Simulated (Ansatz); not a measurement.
Ti2O5: the change of energy above lowest point and pressure with volume per atom

Equation of state of a cubic crystal from periodic Kohn-Sham density functional theory without spin; pressure corrected for the finite basis. The results are calculated, by Ansatz 0.2.0 development build.

Cell of the first row (space group Pn-3m, No. 224):
```
cell vectors (Å)
   4.9298     0.0000     0.0000
   0.0000     4.9298     0.0000
   0.0000     0.0000     4.9298
atoms (fractions of the cell vectors)
Ti  0.00000  0.00000  0.00000
Ti  0.50000  0.50000  0.00000
Ti  0.50000  0.00000  0.50000
Ti  0.00000  0.50000  0.50000
O   0.50000  0.00000  0.00000
O   0.00000  0.50000  0.00000
O   0.00000  0.00000  0.50000
O   0.50000  0.50000  0.50000
O   0.75000  0.75000  0.25000
O   0.75000  0.25000  0.75000
O   0.25000  0.75000  0.75000
O   0.75000  0.25000  0.25000
O   0.25000  0.75000  0.25000
O   0.25000  0.25000  0.75000
```

Settings of every row: formula Ti2O5; structure type cubic X2O5; functional PBE; spin treatment none; k mesh 22x22x22; occupation method fermi-dirac; occupation width 0.061225619 eV; wave cutoff 420 eV; datasets soft-1 PAW; density cutoff ratio 4.

Limits: a cubic model structure, not a phase known at ambient conditions; no spin polarisation, a magnetic state may lie lower.

| row | volume per atom (Å³) | energy above lowest point (meV/atom) | pressure (GPa) |
| --- | --- | --- | --- |
| 1 | 8.558 | 24.07 | 14.901 |
| 2 | 8.74 | ? | ? |
| 3 | 8.922 | 2.49 | 4.455 |
| 4 | 9.104 | 0 | 0.012 |
| 5 | 9.286 | 2.29 | -3.981 |
| 6 | 9.468 | 8.89 | -7.569 |
| 7 | 9.65 | 19.36 | -10.792 |

Question: what energy above lowest point and pressure should row 2 give?

Worked fit of energy above lowest point. Take u = (V_r/V)^(2/3) − 1 with V_r = 9.195 Å³ an atom, which is twice the finite (Eulerian) strain; such expansions in the strain, on which the Birch-Murnaghan equation of state is built, carry the rest volume and the bulk modulus. The shown rows have u = 0.04903, 0.0203, 0.00665, -0.00654, -0.01932, -0.03169. Least squares give energy above lowest point = 0.578 − 175.39 × u + 13239.1 × u² + 2252 × u³ meV/atom; a parabola predicts inner rows, each left out in turn, worse (root mean square 0.045 against 0.0043 meV/atom). All shown rows lie on it to the printed digit. Its lowest point lies at u = 0.0066, or V = 9.105 Å³ an atom, and the curvature there gives the bulk modulus at fixed shape and fractions, B = (4/9)(1 + u)² E″(u)/V = 211 GPa. The withheld row has u = 0.03441, so the fit gives 0.578 − 175.39 × (0.03441) + 13239.1 × (0.03441)² + 2252 × (0.03441)³ = 10.31 meV/atom.

The calculation gave 10.32 meV/atom. The fit lies 0.01 meV/atom (0.042 % of the column's range) below it, one unit of the last digit.

Worked fit of pressure. Take u = (V_r/V)^(2/3) − 1 with V_r = 9.195 Å³ an atom, which is twice the finite (Eulerian) strain; such expansions in the strain, on which the Birch-Murnaghan equation of state is built, carry the rest volume and the bulk modulus. The shown rows have u = 0.04903, 0.0203, 0.00665, -0.00654, -0.01932, -0.03169. Least squares give pressure = −2.038 + 302.427 × u + 846.75 × u² + 640 × u³ GPa; a parabola predicts inner rows, each left out in turn, worse (root mean square 0.013 against 0.0019 GPa). The rows lie off it by 0.000, -0.001, 0.001, -0.001, 0.000, 0.000. The pressure vanishes at u = 0.0066, or V = 9.105 Å³ an atom, and there the bulk modulus at fixed shape and fractions is B = −V dP/dV = (2/3)(1 + u) dP/du = 211 GPa. The withheld row has u = 0.03441, so the fit gives −2.038 + 302.427 × (0.03441) + 846.75 × (0.03441)² + 640 × (0.03441)³ = 9.397 GPa.

The calculation gave 9.399 GPa. The fit lies 0.002 GPa (0.0078 % of the column's range) below it; its largest miss of a shown row is 0.001 GPa.
